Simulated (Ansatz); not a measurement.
# A series in volume scale on Pd

All results are calculated (Ansatz 0.2.0). Plane-wave DFT, scalar-relativistic PAW made under PBE with cores redone for the functional, no dispersion; the given relaxed cell is scaled uniformly, energy at zero smearing counts from the unscaled cell, pressure at the given Fermi-Dirac smearing is positive in compression.

The cell before it is scaled or strained (space group Fd-3m, No. 227):
```
CELL_PARAMETERS angstrom
0.00000 2.80730 2.80730
2.80730 0.00000 2.80730
2.80730 2.80730 0.00000
ATOMIC_POSITIONS crystal
Pd 0.12500 0.12500 0.12500
Pd 0.87500 0.87500 0.87500
```

Settings of every row: spin polarised yes; functional LDA; wave cutoff 420 eV; smearing width 0.05 eV; k mesh 11x11x11.

Atom:
```csv
element,starting moment (Bohr magneton)
Pd,0.42
Pd,0.42
```

Limits: search for a lower magnetic state is off; the cell comes from a prototype or a list of computed structures and needn't be the stable phase.

```csv
row,volume scale,V (Å³/atom),energy change per atom (meV),pressure (GPa),largest site moment (Bohr magneton)
1,0.88,19.469,?,?,?
2,0.92,20.354,51.59,10.17,0.38
3,0.96,21.239,11.71,4.46,0.42
4,1.04,23.009,9.79,-3.33,0.44
5,1.08,23.894,35.92,-5.93,0.43
6,1.12,24.779,74.7,-7.96,0.43
```

Question: what energy change per atom and pressure should row 1 give?

Worked fit of energy change per atom. Take u = (V_r/V)^(2/3) − 1 with V_r = 23.009 Å³ an atom, which is twice the finite (Eulerian) strain; such expansions in the strain, on which the Birch-Murnaghan equation of state is built, carry the rest volume and the bulk modulus. The shown rows have u = 0.08517, 0.05481, 0, -0.02485, -0.04821. Least squares give energy change per atom = 9.297 − 697.507 × u + 13932.11 × u² meV; a straight line predicts inner rows, each left out in turn, worse (root mean square 27 against 1.5 meV). The rows lie off it by 0.64, -1.21, 0.49, 0.69, -0.60 (root mean square 0.77 meV). The withheld row has u = 0.11781, so the fit gives 9.297 − 697.507 × (0.11781) + 13932.11 × (0.11781)² = 120.49 meV.

The calculation gave 127.76 meV. The fit lies 7.27 meV (5.7 % of the value, 6.2 % of the column's range) below it; its largest miss of a shown row is 1.21 meV. This row lies beyond the range of the fit.

Worked fit of pressure. Take u = (V_r/V)^(2/3) − 1 with V_r = 23.009 Å³ an atom, which is twice the finite (Eulerian) strain; such expansions in the strain, on which the Birch-Murnaghan equation of state is built, carry the rest volume and the bulk modulus. The shown rows have u = 0.08517, 0.05481, 0, -0.02485, -0.04821. Least squares give pressure = −3.352 + 117.714 × u + 476.67 × u² GPa; a straight line predicts inner rows, each left out in turn, worse (root mean square 0.95 against 0.093 GPa). The rows lie off it by 0.04, -0.07, 0.02, 0.05, -0.04 (root mean square 0.047 GPa). The withheld row has u = 0.11781, so the fit gives −3.352 + 117.714 × (0.11781) + 476.67 × (0.11781)² = 17.13 GPa.

The calculation gave 17.49 GPa. The fit lies 0.36 GPa (2.1 % of the value, 1.4 % of the column's range) below it; its largest miss of a shown row is 0.07 GPa. This row lies beyond the range of the fit.

The other values of row 1: largest site moment 0.31 Bohr magneton.
